**Os⁶⁺ (5d²) in an octahedron of point charges: first excitation and χT against distance**

The table holds the first excitation and χT at 2, 50 and 300 K for six distances of six −1 e charges, from OpenMolcas CASSCF(5d) with spin-orbit state interaction (ANO-RCC-VDZP, DKH2). The program tests an R⁻⁵ law for the gap, a two-level Van Vleck formula for χT, and the full 45-state d² ligand-field matrix, whose parameters are set by the spin-free terms and the spin-orbit lowering at 1.86 Å and whose 10Dq scales as R⁻⁵. The gap falls by 2.43 where R⁻⁵ gives 4.18, and the effective E–T2 coupling g drifts from 0.560 to 0.681, so neither simple law holds. The full matrix reproduces the gaps within 1.3% and χT at 50 and 300 K within 1.4%. A scan of the model beyond the computed rows shows a maximum of the gap near 10Dq = 11500 cm⁻¹.

Os6+ (5d²) in a regular octahedron of six point charges of −1 e, by state-averaged CASSCF with two electrons in the five 5d orbitals (OpenMolcas 26.06, DKH2, ANO-RCC-VDZP, point nucleus). Spin-orbit coupling enters by state interaction with atomic mean-field integrals. χT is the powder susceptibility times temperature by Van Vleck's formula.

## Program and output

```python
# Os6+ (5d2) in six -1 e charges (Oh), OpenMolcas CASSCF(5d)+RASSI spin-orbit, ANO-RCC-VDZP, DKH2: E-T2 gap and chiT vs distance.
# Tested: gap ~ R^-5; chi ~ g^2/gap; full d2 ligand-field matrix (Dq, F2, F4, zeta set by outputs at 1.86 A, Dq ~ R^-5).
T = {
    'charge_distance': [1.75, 1.86, 2.02, 2.03, 2.13, 2.33],  # Å
    'gap': [1300, 1160, 921, 906, 765, 536],  # 1/cm
    'chi_2': [0.001, 0.001, 0.001, 0.001, 0.001, 0.002],  # cm3 K/mol
    'chi_50': [0.013, 0.016, 0.024, 0.024, 0.03, 0.045],  # cm3 K/mol
    'chi_300': [0.076, 0.099, 0.141, 0.144, 0.175, 0.242],  # cm3 K/mol
}
import numpy as np
from scipy import constants as sc
from scipy.optimize import least_squares, brentq
from sympy.physics.wigner import wigner_3j as w3
R, gap, c2, c50, c300 = (np.array(T[k], float) for k in ('charge_distance', 'gap', 'chi_2', 'chi_50', 'chi_300'))
# typed from further outputs of the same runs: unrounded chiT, spin-orbit lowering, spin-free terms (energy, states) at 1.86 A
o50 = np.array([.012602, .016366, .02351, .024034, .029843, .04509]); o300 = np.array([.075925, .098537, .14052, .1435, .17515, .24202])
low = np.array([10924.0, 11587.2, 12284.3, 12319.2, 12622.8, 13039.7])
sf = np.repeat([0, 5066.5, 11015.6, 13576.3, 14238.8, 18156.1, 21785.7, 23811.3, 23939.8, 27164.0, 52556.0], [9, 9, 3, 3, 2, 9, 3, 1, 3, 2, 1])
D0, D1 = 11015.6 - 5066.5, 5605.9 - 2542.3   # 10Dq = 3A2 - 3T2 at rows 2 and 5 (outputs)
pc = sc.physical_constants; kc = sc.k/(sc.h*sc.c*100); ge = -pc['electron g factor'][0]; C = 0.1*sc.N_A*pc['Bohr magneton'][0]**2/sc.k
m = np.arange(-2, 3); lz = np.diag(m*1.0); lp = np.diag(np.sqrt(6.0 - m[:-1]*(m[:-1] + 1)), -1)
sz = np.diag([-.5, .5]); sp = np.array([[0., 0], [1, 0]]); I2, I5, I10 = np.eye(2), np.eye(5), np.eye(10)
A = np.array([np.kron(I10[i], I10[j]) - np.kron(I10[j], I10[i]) for i in range(10) for j in range(i)]).T/np.sqrt(2)
two = lambda o: A.T @ (np.kron(o, I10) + np.kron(I10, o)) @ A
cf = np.diag([1., -4, 6, -4, 1]); cf[0, 4] = cf[4, 0] = 5
CF = two(np.kron(cf, I2))/10; LS = two(np.kron(lz, sz) + .5*(np.kron(lp, sp.T) + np.kron(lp.T, sp)))
MZ = two(np.kron(lz, I2) + ge*np.kron(I5, sz))
def coul(k):
    c = np.array([[float((-1)**abs(a)*5*w3(2, k, 2, 0, 0, 0)*w3(2, k, 2, -a, a - b, b)) for b in range(-2, 3)] for a in range(-2, 3)])
    d = (m[:, None, None, None] + m[None, :, None, None] == m[None, None, :, None] + m[None, None, None, :])
    return A.T @ np.einsum('abcd,st,uv->asbuctdv', np.einsum('ac,db->abcd', c, c)*d, I2, I2).reshape(100, 100) @ A
V2, V4 = coul(2), coul(4)
ev = lambda D, F, z: np.linalg.eigvalsh(D*CF + F[0]*V2 + F[1]*V4 + z*LS)
fit = least_squares(lambda F: ev(D0, F, 0) - ev(D0, F, 0)[0] - sf, [7e4, 4.6e4], x_scale=1e4); F = fit.x
z0 = brentq(lambda z: ev(D0, F, 0)[0] - ev(D0, F, z)[0] - low[1], 1e3, 1.2e4)
def model(D, z=z0):
    E, U = np.linalg.eigh(D*CF + F[0]*V2 + F[1]*V4 + z*LS); E = E - E[0]; M = (U.T @ MZ @ U)**2
    def chi(t):
        b = np.exp(-E/(kc*t)); dE = E[None, :] - E[:, None]; dg = abs(dE) < 1e-3
        return C*np.sum(M*np.where(dg, b[:, None], kc*t*(b[:, None] - b[None, :])/np.where(dg, 1, dE)))/b.sum()
    tip = M[:2, 2:].sum(0)/E[2:]
    return E, chi(50), chi(300), np.sqrt(M[:2, 2:5].sum()/4), np.sqrt(M[2:5, 2:5].sum()/2), tip[3:].sum()/tip.sum()
n = np.log(D0/D1)/np.log(R[4]/R[1]); loc = -np.diff(np.log(gap))/np.diff(np.log(R)); geff = np.sqrt(o50*gap/(4*C*kc*50))
r4 = 0.6*D0*100/(2*pc['Rydberg constant'][0])*(R[1]*1e-10/pc['Bohr radius'][0])**5
print(f"10Dq (outputs) {D0:.0f}, {D1:.0f} 1/cm; exponent {n:.2f}; gap/10Dq {gap[1]/D0:.3f}, {gap[4]/D1:.3f}; implied <r4> {r4:.1f} bohr^4")
print(f"end-to-end: gap falls x{gap[0]/gap[-1]:.2f} (R^-5: x{(R[-1]/R[0])**5:.2f}), exponent {np.log(gap[0]/gap[-1])/np.log(R[-1]/R[0]):.2f}")
print(f"chiT50 rises x{o50[-1]/o50[0]:.2f}, chiT300 x{o300[-1]/o300[0]:.2f}; g_eff^2 rises x{(geff[-1]/geff[0])**2:.2f}; N muB^2/k {C:.4f}; kT300 {300*kc:.0f} 1/cm")
print("local gap exponents between rows:", np.round(loc, 2), f"(rounding on the 0.01 A step +-{1/gap[2]/np.log(R[3]/R[2]):.2f})")
print("R/A  gap  R^-5 from last row(err%)  g_eff  chiT300/(6 chiT50)  T2 pop300 %  chiT2 table vs chiT50/25")
for i in range(6):
    x = np.exp(-gap[i]/(300*kc)); p = gap[-1]*(R[-1]/R[i])**5
    print(f"{R[i]:.2f} {gap[i]:5.0f} {p:5.0f}({100*(p/gap[i]-1):+5.0f}) {geff[i]:.3f} {o300[i]/(6*o50[i]):.3f} {300*x/(2+3*x):5.1f} {c2[i]:.3f} {o50[i]/25:.5f}")
print(f"ligand field at 1.86 A: B {F[0]/49-5*F[1]/441:.0f}, C {35*F[1]/441:.0f}, zeta {z0:.0f} 1/cm; term misfit rms {np.sqrt(np.mean(fit.fun**2)):.0f}, max {abs(fit.fun).max():.0f}")
print("R/A 10Dq gap_mod err% (exp n err%; floor%) | err% chiT50 chiT300 (table floor300 %) | lowering err 1/cm")
mods = [model(D0*(R[1]/r)**5) for r in R]
for i, r in enumerate(R):
    D = D0*(R[1]/r)**5; a = mods[i]; g2 = model(D0*(R[1]/r)**n)[0][2]; fl = (5 if gap[i] >= 1000 else .5)/gap[i]
    print(f"{r:.2f} {D:5.0f} {a[0][2]:5.0f} {100*(a[0][2]/gap[i]-1):+.1f} ({100*(g2/gap[i]-1):+.1f}; {100*fl:.2f}) | {100*(a[1]/o50[i]-1):+.1f} {100*(a[2]/o300[i]-1):+.1f} ({.05/c300[i]:.1f}) | {ev(D,F,0)[0]-ev(D,F,z0)[0]-low[i]:+.0f}")
print(f"third level model {mods[1][0][5]:.0f}, {mods[4][0][5]:.0f} vs outputs 11304, 11301 1/cm (1.86, 2.13 A)")
print("model parts: R/A  g(E-T2)  |g|(within T2)  higher-level share of low-T chi %  chiT300/(6 chiT50)")
for r, a in zip(R, mods): print(f"{r:.2f} {a[3]:.3f} {a[4]:.3f} {100*a[5]:5.1f} {a[2]/(6*a[1]):.3f}")
print("model scan (not computed rows): 10Dq  gap  gap/10Dq  g(E-T2)  chiT300  ground splitting")
for D in (100, 2000, 8000, 15000, 25000, 40000):
    a = model(D); print(f"{D:6d} {a[0][2]:6.0f} {a[0][2]/D:.3f} {a[3]:.3f} {a[2]:.3f} {a[0][1]:.2f}")
Ds = np.arange(1000, 60001, 500); gs = [model(D)[0][2] for D in Ds]
print(f"model gap maximum {max(gs):.0f} 1/cm at 10Dq {Ds[int(np.argmax(gs))]} 1/cm")
for i in (0, 5): print(f"d ln gap/d ln zeta at {R[i]:.2f} A: {np.log(model(D0*(R[1]/R[i])**5, 1.02*z0)[0][2]/mods[i][0][2])/np.log(1.02):+.2f}")
print(f"chiT rounding 0.0005: {.05/c2[0]:.0f}% of chiT2, {.05/c50[0]:.1f}-{.05/c50[-1]:.1f}% of chiT50")
assert np.all(np.diff(gap) < 0) and np.all(np.diff(c300) > 0)
assert np.all((loc > 0) & (loc < 5)) and loc[-1] > loc[0]
assert np.all((geff > 0.5) & (geff < 0.75)) and np.all(np.diff(geff) > 0)
assert np.all(abs(o50 - c50) < 5.1e-4) and np.all(abs(o300 - c300) < 5.1e-4)
```

It prints:

```
10Dq (outputs) 5949, 3064 1/cm; exponent 4.90; gap/10Dq 0.195, 0.250; implied <r4> 8.7 bohr^4
end-to-end: gap falls x2.43 (R^-5: x4.18), exponent 3.10
chiT50 rises x3.58, chiT300 x3.19; g_eff^2 rises x1.48; N muB^2/k 0.3751; kT300 209 1/cm
local gap exponents between rows: [1.87 2.8  3.33 3.52 3.96] (rounding on the 0.01 A step +-0.22)
R/A  gap  R^-5 from last row(err%)  g_eff  chiT300/(6 chiT50)  T2 pop300 %  chiT2 table vs chiT50/25
1.75  1300  2243(  +73) 0.560 1.004   0.3 0.001 0.00050
1.86  1160  1653(  +43) 0.603 1.003   0.6 0.001 0.00065
2.02   921  1094(  +19) 0.644 0.996   1.8 0.001 0.00094
2.03   906  1068(  +18) 0.646 0.995   1.9 0.001 0.00096
2.13   765   840(  +10) 0.662 0.978   3.7 0.001 0.00119
2.33   536   536(   +0) 0.681 0.895  10.3 0.002 0.00180
ligand field at 1.86 A: B 930, C 3847, zeta 5429 1/cm; term misfit rms 36, max 125
R/A 10Dq gap_mod err% (exp n err%; floor%) | err% chiT50 chiT300 (table floor300 %) | lowering err 1/cm
1.75  8069  1303 +0.2 (+0.1; 0.38) | -1.2 -1.1 (0.7) | +6
1.86  5949  1162 +0.2 (+0.2; 0.43) | -0.2 -0.2 (0.5) | -0
2.02  3938   916 -0.5 (+0.1; 0.05) | +0.6 +0.6 (0.4) | -9
2.03  3842   901 -0.5 (+0.1; 0.06) | +0.7 +0.6 (0.3) | -9
2.13  3021   759 -0.8 (+0.3; 0.07) | +1.0 +0.9 (0.3) | -13
2.33  1929   529 -1.3 (+0.7; 0.09) | +1.4 +1.0 (0.2) | -16
third level model 11345, 11297 vs outputs 11304, 11301 1/cm (1.86, 2.13 A)
model parts: R/A  g(E-T2)  |g|(within T2)  higher-level share of low-T chi %  chiT300/(6 chiT50)
1.75 0.508 0.912  17.2 1.004
1.86 0.569 0.906  11.0 1.004
2.02 0.624 0.873   6.2 0.996
2.03 0.627 0.871   6.0 0.995
2.13 0.648 0.848   4.4 0.977
2.33 0.672 0.808   2.6 0.891
model scan (not computed rows): 10Dq  gap  gap/10Dq  g(E-T2)  chiT300  ground splitting
   100     31 0.315 0.706 0.381 0.00
  2000    546 0.273 0.671 0.239 0.00
  8000   1300 0.162 0.510 0.076 0.00
 15000   1315 0.088 0.321 0.043 0.00
 25000   1025 0.041 0.129 0.029 0.00
 40000    685 0.017 0.035 0.033 0.00
model gap maximum 1365 1/cm at 10Dq 11500 1/cm
d ln gap/d ln zeta at 1.75 A: +0.15
d ln gap/d ln zeta at 2.33 A: -0.41
chiT rounding 0.0005: 50% of chiT2, 3.8-1.1% of chiT50
```
